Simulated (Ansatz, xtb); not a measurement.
**Relative energy of two isomers of CH3BF**

Structure a: `[CH2]BF`, a doublet. Structure b: `C[B]F`, a doublet. Both are isolated molecules in the gas phase, relaxed with B3LYP-D3(BJ)/def2-SVP; the shapes shown needn't be the lowest conformers.

a (Å):

```yaml
atoms:
  - { symbol: C, position_ang: [-1.7368, 0.5371, -0.2869] }
  - { symbol: B, position_ang: [-0.9820, -0.6832, 0.2594] }
  - { symbol: F, position_ang: [-1.4945, -1.9016, 0.0814] }
  - { symbol: H, position_ang: [-2.6894, 0.4474, -0.8227] }
  - { symbol: H, position_ang: [-1.3642, 1.5601, -0.1705] }
  - { symbol: H, position_ang: [0.0687, -0.6075, 0.8525] }
```

b (Å):

```yaml
atoms:
  - { symbol: C, position_ang: [-0.2707, -0.8836, 0.6496] }
  - { symbol: B, position_ang: [0.7712, -0.6818, -0.4964] }
  - { symbol: F, position_ang: [2.0706, -0.7543, -0.3125] }
  - { symbol: H, position_ang: [0.1337, -0.5856, 1.6335] }
  - { symbol: H, position_ang: [-1.2233, -0.3681, 0.4621] }
  - { symbol: H, position_ang: [-0.4925, -1.9675, 0.6926] }
```

Question: Which of the two would you expect CCSD(T)/def2-TZVP electronic energies to favour?

Answer: Structure a; the calculation gives E(b) − E(a) = +7.4 kcal/mol.

Level by level:

```tsv
level	geometry	E(b) − E(a) (kcal/mol)	departure from the last row (kcal/mol)	job, with rough time for the two
GFN2-xTB	GFN2-xTB	+11.6	+4.3	optimisation, 0.55 s
HF/STO-3G	GFN2-xTB	+13.0	+5.6	single point, 1.2 s
r2SCAN-D4/def2-SVP	GFN2-xTB	+5.4	−1.9	single point, 6.9 s
B3LYP-D3(BJ)/def2-SVP	B3LYP-D3(BJ)/def2-SVP	+7.5	+0.1	optimisation, 2.4 min
HF/def2-TZVP	B3LYP-D3(BJ)/def2-SVP	+11.6	+4.3	part of the CCSD(T) run
MP2/def2-TZVP	B3LYP-D3(BJ)/def2-SVP	+5.3	−2.1	part of the CCSD(T) run
CCSD(T)/def2-TZVP	B3LYP-D3(BJ)/def2-SVP	+7.4		single point, 79 s
```

As drawn, b has 1 C–H in place of 1 B–H.

The levels shown agree on the order. The largest departure from CCSD(T)/def2-TZVP is that of HF/STO-3G, 5.6 kcal/mol.

With harmonic frequencies from B3LYP-D3(BJ)/def2-SVP (ideal gas, rigid rotor, one conformer each, 298.15 K, 1 atm): the zero-point term adds +1.0 kcal/mol; ΔH is +8.5 and ΔG +7.8 kcal/mol.

Open shells are spin-unrestricted. The correlated steps freeze 3 core orbitals. Mirror images aren't counted in ΔG. Codes used: Ansatz 0.2.0, xtb 6.7.1; the last row on 1 thread of Intel(R) Xeon(R) Processor @ 2.50GHz (Skylake/Cascade Lake) on a shared host.

The preference for a reflects where the unpaired electron sits. In a it occupies a carbon p orbital that can overlap with the formally empty boron p orbital, giving partial C–B π bonding, consistent with the shorter C–B contact. Fluorine lone-pair donation competes for that same boron orbital and probably limits the stabilisation. In b the electron is largely confined to an in-plane σ hybrid on boron, with only hyperconjugation from the methyl group. Since both radicals derive from CH3BHF by loss of one hydrogen atom, the gap also means that its B–H bond is harder to break homolytically than its C–H bond, so counting C–H against B–H bonds with typical strengths would be misleading here.

Correlation favours b: the gap falls from +11.6 kcal/mol in HF/def2-TZVP to +7.4 in CCSD(T), with MP2 overshooting the correction. The vibrational and thermal terms leave a preferred. This ordering is thermodynamic and says nothing about how readily a hydrogen shift would interconvert the two.
